\textbf{Student.} My notes say that the bandwidth of a lattice of hydrogenic donors is $2z|t|$, with $z$ neighbours and one hopping integral $t$. I want to apply it to phosphorus donors in silicon, and I don't trust a formula that knows only $z$.

\textbf{Lecturer.} Two things in it need care: what $t$ is, and what multiplies it. Two donors settle the first and four the second. We use a single isotropic valley, so a donor is a hydrogen atom with
\begin{equation}
\mathrm{Ry}^*=\mathrm{Ry}\,\frac{m^*/m_e}{\epsilon^2},\qquad a_B=a_0\,\frac{\epsilon}{m^*/m_e}.
\end{equation}
The static dielectric constant is the compiled value $\epsilon=11.7$ (Ioffe Institute), and I assume $m^*=0.30\,m_e$, a typical isotropic stand-in for the conduction-band masses. Then $\mathrm{Ry}^*=29.82$ meV and $a_B=2.064$ nm. The binding is under 3 per cent of the compiled gap of 1.12 eV (Wing 2021), so I ignore the valence band. With lengths in $a_B$ and energies in $\mathrm{Ry}^*$, one electron among ionised donors has
\begin{equation}
H=-\nabla^2+\sum_c V_c,\qquad V_c=-\frac{2}{r_c},\qquad \phi_c=\frac{e^{-r_c}}{\sqrt{\pi}},
\end{equation}
with $r_c$ the distance from donor $c$. The orbitals are real and positive, an isolated donor has $E_0=-1$, the repulsion of the ions is a constant that I leave out, and neighbours are a distance $d=\rho\,a_B$ apart.

\textbf{Student.} Then show me the integrals. I've only seen them quoted.

\textbf{Lecturer.} Use $\mu=(r_a+r_b)/\rho\ge 1$, $\nu=(r_a-r_b)/\rho$ between $-1$ and $1$, and the azimuth. The volume element is $(\rho/2)^3(\mu^2-\nu^2)\,d\mu\,d\nu\,d\varphi$, and $\phi_a\phi_b=e^{-\rho\mu}/\pi$ depends on $\mu$ only. The azimuth gives $2\pi$, so
\begin{equation}
S=\langle a|b\rangle=\frac{\rho^3}{4}\int_1^\infty\! d\mu\,e^{-\rho\mu}\left(2\mu^2-\tfrac23\right)=e^{-\rho}\left(1+\rho+\tfrac{\rho^2}{3}\right).
\end{equation}
For the potential of one of the two centres, $1/r_a=2/[\rho(\mu+\nu)]$ cancels a factor of the volume element and leaves $\mu-\nu$, whose $\nu$ part integrates to zero:
\begin{equation}
K=\langle a|V_a|b\rangle=-2\rho^2\int_1^\infty\! d\mu\,\mu\,e^{-\rho\mu}=-2(1+\rho)\,e^{-\rho}.
\end{equation}
That is the $t$ of your notes, and by symmetry $\langle a|V_b|b\rangle$ is the same. A third integral is the potential of ion $b$ averaged over the cloud on $a$. Here $\phi_a^2=e^{-\rho(\mu+\nu)}/\pi$ and $1/r_b=2/[\rho(\mu-\nu)]$, so
\begin{equation}
J=\langle a|V_b|a\rangle=-\rho^2\!\iint\! d\mu\,d\nu\,(\mu+\nu)\,e^{-\rho(\mu+\nu)}=-\frac{2}{\rho}\left[1-(1+\rho)e^{-2\rho}\right].
\end{equation}

\textbf{Student.} $J$ is diagonal. It shifts both levels and drops out of the width.

\textbf{Lecturer.} Solve the pair and see. Since $(-\nabla^2+V_b)\phi_b=E_0\phi_b$, we have $H_{aa}=E_0+J$ and $H_{ab}=E_0S+K$. Inversion symmetry fixes the states as $\phi_a\pm\phi_b$, with norms $2(1\pm S)$, so within this basis, exactly,
\begin{equation}
E_\pm=E_0+\frac{J\pm K}{1\pm S},\qquad \Delta=E_--E_+=\frac{2|t_2|}{1-S^2},\qquad t_2=K-JS .
\end{equation}
The pair has $z=1$, and its width is $2z|t|$ to first order in $e^{-\rho}$, but with $t=K-JS$.

\textbf{Student.} A product of two small things. That's second order.

\textbf{Lecturer.} Only $S$ is exponentially small. $J$ falls as $1/\rho$, and $S$ carries one more power of $\rho$ than $K$ does. Drop the $e^{-2\rho}$ term of $J$ and subtract:
\begin{equation}
t_2\simeq-2e^{-\rho}\left[(1+\rho)-\left(\frac1\rho+1+\frac\rho3\right)\right]=-2e^{-\rho}\left(\frac{2\rho}{3}-\frac1\rho\right).
\end{equation}
So $t_2/K$ tends to $2/3$ at large distance and never to one. There is a test that needs no integral. Add a constant $V_0$ to $H$. No level spacing may change. The diagonal term $J$ gains $V_0$, the off-diagonal term $K$ gains $V_0S$, and only the combination $K-JS$ stays put.

\textbf{Student.} How much does it matter at a real spacing?

\textbf{Lecturer.} Take $\rho=5$, which is $d=10.32$ nm. Then $S=0.0966$, $K=-0.0809$, $J=-0.3999$, $JS=-0.0386$ and $t_2=-0.0422$. The levels lie at $E_+=-42.89$ meV and $E_-=-40.35$ meV. The splitting is 2.54 meV, or 29.5 K, while $2|K|$ is 4.82 meV. The denominator matters little, since $S^2=0.0093$. For three spacings the model gives:

\begin{center}
\begin{tabular}{cccccc}
$\rho$ & $d$ (nm) & $S$ & $2|K|$ (meV) & $\Delta$ (meV) & $\Delta/2|K|$\\ \hline
4 & 8.26 & 0.189 & 10.92 & 5.49 & 0.50\\
5 & 10.32 & 0.0966 & 4.82 & 2.54 & 0.53\\
8 & 16.51 & 0.0102 & 0.360 & 0.208 & 0.58
\end{tabular}
\end{center}

Using $K$ alone nearly doubles the splitting. It does get the decay roughly right: $-d\ln|K|/d\rho=\rho/(1+\rho)=0.83$ at $\rho=5$, against 0.77 for $t_2$. The latter is 0.38 per nm, so moving a donor inward by 1 nm raises the hopping by about a factor 1.46, and doubling the spacing from $\rho=4$ to $8$ cuts $\Delta$ by a factor 26.

\textbf{Student.} Couldn't I say that the neighbours are neutral? Then $J$ is tiny and my notes are saved.

\textbf{Lecturer.} A neutral neighbour has an exponentially screened potential, and $J$ then falls as $e^{-2\rho}$ times powers of $\rho$. But the closed form of $K$ came from the bare $-2/r_a$. If you screen the potential in $J$ you must screen it in $K$ too, and that is a different integral. Bare $K$ without $J$ is a convenient estimate of scale, good here to a factor of two, and it solves neither problem.

\textbf{Student.} Fine, $t$ is mended. Now the prefactor. Why would $2z$ fail?

\textbf{Lecturer.} Take the smallest three-dimensional cluster in which neighbours of a site are neighbours of each other: four donors on a regular tetrahedron of edge $\rho$, so $z=3$. All diagonal elements are equal and all off-diagonal ones are equal. Write $H_{aa}=E_0+\varepsilon$ and $H_{ab}=E_0S+h$. Both $H$ and the overlap matrix are combinations of the unit matrix and the adjacency matrix $A$, which has ones off the diagonal. For an eigenvector of $A$ with eigenvalue $\gamma$,
\begin{equation}
E(\gamma)=E_0+\frac{\varepsilon+h\gamma}{1+S\gamma}=E_0+\varepsilon+\frac{t\,\gamma}{1+S\gamma},\qquad t=h-\varepsilon S .
\end{equation}
This holds for any set of equivalent sites with equivalent bonds and nearest-neighbour elements only. As long as $1+S\gamma>0$ the energy is monotonic in $\gamma$, so
\begin{equation}
W=\frac{|t|\,(\gamma_{\max}-\gamma_{\min})}{(1+S\gamma_{\max})(1+S\gamma_{\min})}.
\end{equation}
The uniform vector always has $\gamma_{\max}=z$, and with $t<0$ it is the lowest state. For the tetrahedron $A$ is the matrix of all ones minus the unit matrix. The uniform vector has $\gamma=3$, and the three vectors whose components sum to zero have $\gamma=-1$. To first order $W=4|t|$, where $2z|t|$ would be $6|t|$.

\textbf{Student.} So the bottom is where I expect it and the top is too low.

\textbf{Lecturer.} To reach $\gamma=-z$ the amplitude has to change sign across every bond. That is possible when the sites split into two sets with bonds only between the sets, which is what bipartite means: flipping the sign on one set maps $\gamma$ to $-\gamma$. Around a triangle it can't be done.

\textbf{Student.} You hid something in $h$. With four ions there are three-centre integrals, and everyone drops them.

\textbf{Lecturer.} Here we can keep them. We have $\varepsilon=3J$ and $h=K+2L$, with $L=\langle a|V_c|b\rangle$ for a third ion at $\mu_0=2$, $\nu_0=0$. The overlap density has no azimuthal dependence, so we need only the axial part of the Neumann expansion,
\begin{equation}
\overline{\frac{1}{r_c}}=\frac{2}{\rho}\sum_{l}(2l+1)P_l(\mu_<)Q_l(\mu_>)P_l(\nu)P_l(\nu_0),
\end{equation}
where $\mu_<$ and $\mu_>$ are the smaller and larger of $\mu$ and $\mu_0$, $Q_0=\frac12\ln\frac{\mu+1}{\mu-1}$ and $Q_2=P_2Q_0-\frac32\mu$. Because $\mu^2-\nu^2=\frac23[P_2(\mu)-P_2(\nu)]$, only $l=0$ and $l=2$ survive the $\nu$ integral:
\begin{equation}
L=-\rho^2\int_1^\infty\! d\mu\,e^{-\rho\mu}\,\tfrac43\left[P_2(\mu)Q_0(\mu_>)-P_2(\nu_0)P_2(\mu_<)Q_2(\mu_>)\right].
\end{equation}
Test it by putting $c$ on $a$, where $\mu_0=1$ and $P_2(\nu_0)=1$: the integrand becomes $2\mu\,e^{-\rho\mu}$ and $L$ turns into $K$. For our third ion $P_2(0)=-\frac12$, $P_2(2)=\frac{11}{2}$ and $Q_0(2)=\frac12\ln3$, which gives
\begin{equation}
L=-\rho^2\left[c_0\int_1^2\! P_2(\mu)\,e^{-\rho\mu}d\mu+\int_2^\infty\!\left(2\mu+5Q_2\right)e^{-\rho\mu}d\mu\right],\quad c_0=\tfrac52\ln3-2=0.7465 .
\end{equation}
Everything is elementary except the $Q_2$ term, which reduces to exponential integrals and is below 0.1 per cent of $L$ at $\rho=5$. There $L=-0.0431$.

\textbf{Student.} That's more than half of $K$, and there are two of them. So dropping it is hopeless.

\textbf{Lecturer.} Dropping it alone is. But group the terms:
\begin{equation}
t_4=K+2L-3JS=t_2+2\,(L-JS).
\end{equation}
Each spectator ion enters through the difference between its potential on the overlap charge and on the same charge $S$ placed on a site. At large $\rho$, $L\to-c_0\rho\,e^{-\rho}$ and $JS\to-\frac23\rho\,e^{-\rho}$, so the ratio tends to $\frac32c_0=1.12$ and most of it cancels. At $\rho=5$, $L-JS=-0.0045$, which is 11 per cent of $t_2$ for each spectator. Then $t_4=-0.0512$, or $-1.53$ meV, and
\begin{equation}
W_4=\frac{4|t_4|}{(1+3S)(1-S)}=\frac{6.11\ \mathrm{meV}}{1.165}=5.24\ \mathrm{meV}.
\end{equation}
Set that beside $4|K|=9.64$ meV and $2z|K|=14.5$ meV. The bond's own $JS$ has no partner to cancel it, and that is why it is the large correction.

\textbf{Student.} The denominator was negligible for the pair and now it's 1.165.

\textbf{Lecturer.} On a bipartite structure it is $1-z^2S^2$, with no term linear in $S$. Otherwise it starts as $1+(\gamma_{\max}+\gamma_{\min})S$, here $1+2S$. Relative to the first-order width that is still a higher-order correction, but one power of $S$ earlier, and it narrows the band where the bipartite one widens it.

\textbf{Student.} These are molecules. I asked about lattices.

\textbf{Lecturer.} The same two matrices contain the band edges. For a Bloch state $\gamma(\mathbf k)=\sum_{\boldsymbol\delta}e^{i\mathbf k\cdot\boldsymbol\delta}$ over the neighbour vectors. With cube edge $a$ and $c_i=\cos(k_ia/2)$,
\begin{align}
\gamma_{\rm sc}&=2\sum_i\cos k_ia, & d&=a,\\
\gamma_{\rm bcc}&=8\,c_xc_yc_z, & d&=\sqrt3\,a/2,\\
\gamma_{\rm fcc}&=4\,(c_xc_y+c_yc_z+c_zc_x), & d&=a/\sqrt2 .
\end{align}
The first runs from $6$ to $-6$ and the second from $8$ to $-8$. The third is linear in each $c_i$ separately, so its extremes lie among the corners $c_i=\pm1$: equal signs give $12$, and mixed signs give $4(1-1-1)=-4$. To first order
\begin{equation}
W_{\rm sc}=12|t|,\qquad W_{\rm bcc}=16|t|,\qquad W_{\rm fcc}=16|t| ,
\end{equation}
the last with $z=12$, where $2z|t|$ would be $24|t|$. Now restrict to states that repeat with a small cell. In bcc the cube holds two sites, each bonded eight times to the other kind: our pair with every bond counted eight times, $\gamma=\pm8$, the points $\Gamma$ and H. In sc a two-site checkerboard cell gives $\pm6$, the points $\Gamma$ and R. In fcc the cube holds four sites, and the twelve neighbours of one are four of each other kind. That is the tetrahedron with every bond counted four times: $4\times3=12$ at $\Gamma$ and $4\times(-1)=-4$ at the three X points. The fcc factor 16 is four times the tetrahedron's 4.

\textbf{Student.} So fcc with twelve neighbours is no wider than bcc with eight?

\textbf{Lecturer.} At equal $t$ and to first order, yes, though the band sits differently: from $-12|t|$ to $+4|t|$ about $E_0+\varepsilon$, against $\pm8|t|$. If $t$ changed sign, the fcc band would turn over and keep its width.

\textbf{Student.} And first order is safe at 10 nm?

\textbf{Lecturer.} In a lattice it isn't, because the parameter is $zS$. At $\rho=5$ the denominators $1-36S^2$, $1-64S^2$ and $(1+12S)(1-4S)$ are 0.664, 0.403 and 1.325. When they are that far from one, overlaps with further shells belong in them as well, so I wouldn't quote the corrected widths either. At $\rho=8$ they are 0.996, 0.993 and 1.076, and the first-order count holds to better than a tenth.

\textbf{Student.} In bcc the second shell is at $2d/\sqrt3$. You can't call that far.

\textbf{Lecturer.} It isn't. Estimated from $K$, the ratio of second to first hopping at $\rho=8$ is $r=0.330$. But those six neighbours along the cube axes belong to the same sublattice, and they add $2t'\sum_i\cos k_ia$, which equals $6t'$ at both $\Gamma$ and H. The distance from $\Gamma$ to H stays $16|t|$. H remains the top as long as $8-6r$ exceeds the value $6r$ at the point P, where all $c_i=0$; that requires $r<2/3$. To see that nothing else competes, note that for a fixed product $|c_xc_yc_z|=c^3$ the energy is highest when the three moduli are equal, and $8c^3-12rc^2+6r$ has its maximum on $0\le c\le1$ at an end. In fcc the second shell at $\sqrt2\,d$ has $r=0.050$. It gives $6t'$ at $\Gamma$ and X but $2t'$ at the zone corner, where $(c_x,c_y,c_z)=(-1,0,1)$ and $\gamma=-4$ as well. The top moves there and the width grows by $4|t'|$, which is 1.2 per cent.

\textbf{Student.} Then give me widths for an array at 16.5 nm.

\textbf{Lecturer.} As the model's, and as a bracket of scale. With $|K|=0.180$ meV the count gives 2.16 meV for sc and 2.88 meV for bcc and fcc. With the pair value $|t_2|=0.104$ meV it gives 1.25 and 1.67 meV. The lattice $t$ is $t_2$ plus a sum of spectator differences like $L-JS$, which for an infinite array of ions needs a compensating charge to be defined. We haven't done that sum. An fcc bond has four common neighbours, twice as many as in the tetrahedron, so corrections of tens of per cent are to be expected, and one figure is all I would keep: 1 to 2 meV for sc, 2 to 3 meV for the other two. The factors 12, 16 and 16 are geometry and don't depend on that sum.

\textbf{Student.} You said exact earlier. Exact in what sense?

\textbf{Lecturer.} Exact in the basis of one frozen 1s orbital for each donor. $E_+$ and $E_-$ are upper bounds to the lowest even and odd levels of the model, but their difference has no such bound, and orbitals that polarise toward the neighbour would change it. There is also the electron count. We placed one electron among ions. With one electron on each donor, putting two on the same 1s orbital costs
\begin{equation}
U=\int_0^\infty\! 4r^2e^{-2r}\,\frac{2}{r}\left[1-(1+r)e^{-2r}\right]dr=\frac54 ,
\end{equation}
where the second factor is the potential of the 1s cloud that already appeared in $J$. That is 37.3 meV, more than ten times the widths at 16.5 nm. There the neutral array is an insulator with localised electrons, and $W$ measures the hopping scale of its Hubbard model and no metallic band.

\textbf{Student.} Last objection. Is any of this phosphorus in silicon?

\textbf{Lecturer.} The exponential dependence on distance and the lattice factors carry over when all bonds are equivalent. The magnitudes are the model's. As typical knowledge, phosphorus binds its electron by about 45 meV, so our 29.82 meV is low by about a third; and the real ground state combines six anisotropic valleys, each giving the hopping a phase $\mathbf k_0\cdot\mathbf d$, with $\mathbf k_0$ the valley wave vector, that changes on the scale of the silicon lattice, so the single-valley $|t|$ is of the right order for favourable displacements and can be too large by an order of magnitude or more for unfavourable ones. If donors are misplaced by a lattice site or two, $t$ varies in size and sign from bond to bond, the bonds are no longer equivalent, and $E(\gamma)$ has to be replaced by a diagonalisation of the actual array.